Dear colleague,

Your back-side sensors can give the power on the active face of the die, but only up to a frequency set by their noise. Here is a worked inversion.

**Model.** Put $x=0$ at the back and $x=L$ at the active face, with $\partial_tT=\alpha\,\partial_x^2T$, constant properties and heat flow in one dimension. You record $Y(t)=T(0,t)$ and $q(t)=-k\,\partial_xT(0,t)$, counted along $+x$. Insert $T=\sum_m a_m(t)x^m$. The equation gives $a_{m+2}=\dot a_m/[\alpha(m+1)(m+2)]$ with $a_0=Y$, $a_1=-q/k$, hence Burggraf's series (1964):

$$T=\sum_{n=0}^\infty\frac{x^{2n}Y^{(n)}}{(2n)!\,\alpha^n}-\frac1k\sum_{n=0}^\infty\frac{x^{2n+1}q^{(n)}}{(2n+1)!\,\alpha^n}.$$

Heat leaves at the back, so let $g=-q$. Write each signal as its mean plus $\mathrm{Re}\sum_n Y_ne^{in\omega t}$. Each derivative then gives $in\omega$, and with $\beta=(1+i)/\mu$, $\mu=\sqrt{2\alpha/(n\omega)}$, the series sums to

$$T_n(x)=Y_n\cosh\beta x+\frac{g_n}{k\beta}\sinh\beta x,\qquad P_n=k\beta\sinh(\beta L)\,Y_n+\cosh(\beta L)\,g_n,$$

where $P=k\,\partial_xT(L,t)$ is the flux entering at the active face.

**Data, made for the exercise.** The die has $L=0.75$ mm and is driven by rectangular pulses at 100 Hz, with phases referred to the rising edge. The peak flux $P_p$ and duty cycle $d$ are unknown. Noise is quoted per quadrature component.

| | mean | fundamental |
|---|---|---|
| $Y$ | 40.0 °C | 0.588 K at $-182.6^\circ$, noise 2 mK |
| $g$ (W/cm²) | 30.0 ± 0.1 | 1.18 at $-183^\circ$, noise 0.02 |

I take $k=1.30$ W/(cm K) (compiled value, Ioffe Institute) and a typical $\rho c\approx1.63$ J/(cm³ K), so $\alpha=0.80$ cm²/s.

**Inversion.** Here $L^2/\alpha=7.03$ ms, $s=\omega L^2/\alpha=4.42$, $L/\mu=1.49$ and $k/L=17.3$ W/(cm² K). The mean gives $P_0=30.0$ W/cm² and $T_0(L)=Y_0+g_0L/k=41.7$ °C. In the flux series $Y_1$ is multiplied by $(k/L)\sum_{n\ge1}(is)^n/(2n-1)!$, whose terms have moduli 4.42, 3.25, 0.72, 0.08. The first is the lumped storage term $\rho cL\dot Y$, and it is plainly not enough. Summed,

$$k\beta\sinh\beta L=-55.1+64.2i\ \ \mathrm{W/(cm^2\,K)},\qquad\cosh\beta L=0.196+2.090i,$$

which give $P_1=51.5$ W/cm² at $-54.0^\circ$ and $T_1(L)=1.29$ K at $-100.3^\circ$. The ratio $|g_1/Y_1|$ gives a back conductance $h=2.0$ W/(cm² K).

A pulse train has $P_0=P_pd$ and $P_n=\frac{2P_p}{n\pi}\sin(n\pi d)\,e^{-in\pi d}$. The amplitude gives $\sin(\pi d)/(\pi d)=|P_1|/(2P_0)=0.858$, so $d=0.300$. The phase gives $d=54.0/180=0.300$. Then $P_p=100$ W/cm².

**Noise.** The two sensors put 0.17 and 0.04 W/cm² on $P_1$. With the uncertainty of $P_0$ and the slope $-0.90$ of $\sin(\pi d)/(\pi d)$ in $d$, the amplitude route has $\delta d=0.005$. The phase route has $\delta d=0.001$, and so $\delta P_p=0.5$ W/cm².

**Uniqueness.** For known $k$ and $\alpha$, each harmonic obeys $T_n''=\beta^2T_n$ with value and slope given at $x=0$, so exact data fix it uniquely. Also $\sin(\pi d)/(\pi d)$ falls monotonically on $0<d<1$, so $d$ is unique. The properties are the weak point. The compiled $k$ has no stated temperature, and $k$ falls with temperature and heavy doping. Lower it by 10 % at fixed $\rho c$, to $k=1.17$ W/(cm K) and $\alpha=0.72$ cm²/s. The same data then give $P_1=52.7$ W/cm² at $-49.9^\circ$, $d=0.28$ by both routes, and $P_p=108$ W/cm². The match between the two routes therefore does not test $k$, and this systematic shift far exceeds the noise. Higher harmonics separate the two, because a change of $\alpha$ shifts the phase roughly as $\sqrt n$ and a change of $d$ as $n$. An uncorrected sensor lag of 50 µs would add $1.8^\circ$ of phase, or 0.01 in $d$.

**Error growth.** Since $|\cosh\beta x|^2=\sinh^2(x/\mu)+\cos^2(x/\mu)$, noise at angular frequency $\Omega$ is multiplied by about $\tfrac12\exp\!\big(x\sqrt{\Omega/(2\alpha)}\big)$ once $x>\mu$. The gain has no bound, so the problem is ill-posed in Hadamard's sense. Compare 2 mK times the flux gain with the envelope $2P_p/(n\pi)$:

| $n$ | $L/\mu$ | $\lvert k\beta\sinh\beta L\rvert$, W/(cm² K) | noise, W/cm² | envelope, W/cm² |
|---|---|---|---|---|
| 1 | 1.49 | 85 | 0.17 | 64 |
| 4 | 2.97 | 710 | 1.4 | 16 |
| 8 | 4.20 | $3.4\times10^3$ | 6.9 | 8.0 |
| 9 | 4.46 | $4.7\times10^3$ | 9.4 | 7.1 |

Above 800 Hz the reconstructed flux is mostly noise.

**Optimal cutoff.** Take an insulated back, $g=0$, and rms norms of the oscillating part. A cooled back, here with $hL/k=0.12$, changes prefactors and not exponents. Let the total noise in $Y$ be at most $\varepsilon$, let $T(L,t)$ be bounded by $M>\varepsilon$, and discard the harmonics with $\mu<\mu_c$. The kept noise is at most $\varepsilon e^{x/\mu_c}$, because $|\cosh\beta x|\le\cosh(x/\mu)\le e^{x/\mu}$. The discarded signal is $T_n(L)\cosh\beta x/\cosh\beta L$, and $|\cosh\beta L|\ge\sinh(L/\mu)$ bounds it by $2Me^{-(L-x)/\mu_c}/(1-e^{-2L/\mu_c})$. The exponentials balance at $L/\mu_c=\ln(M/\varepsilon)$, independent of $x$, and Parseval's theorem with the triangle inequality gives

$$\|\delta T(x)\|\le\varepsilon^{1-x/L}M^{x/L}\left[1+\frac{2}{1-(\varepsilon/M)^2}\right]\approx3\,\varepsilon^{1-x/L}M^{x/L}.$$

For $M=2$ K and $\varepsilon=2$ mK, $L/\mu_c=6.91$, the cutoff is 2.2 kHz, and the scale $\sqrt{\varepsilon M}$ at mid-die is 63 mK. Ten times less noise raises the cutoff by only a factor 1.78.

At $x=L$ the bound is of order $M$ and says nothing, however small $\varepsilon$ is. Convergence there needs a smoothness bound on the surface signal and a lower cutoff, and the error then falls only as a power of $1/\ln(1/\varepsilon)$. Our two-parameter pulse shape played that role, which is why the mean and one harmonic sufficed. Since the cutoff scales as $\alpha\ln^2(M/\varepsilon)/L^2$, halving the die thickness buys a factor 4 in bandwidth. Thin the die and calibrate $\alpha$ on it before you buy a quieter amplifier.

With best regards,
your colleague in theory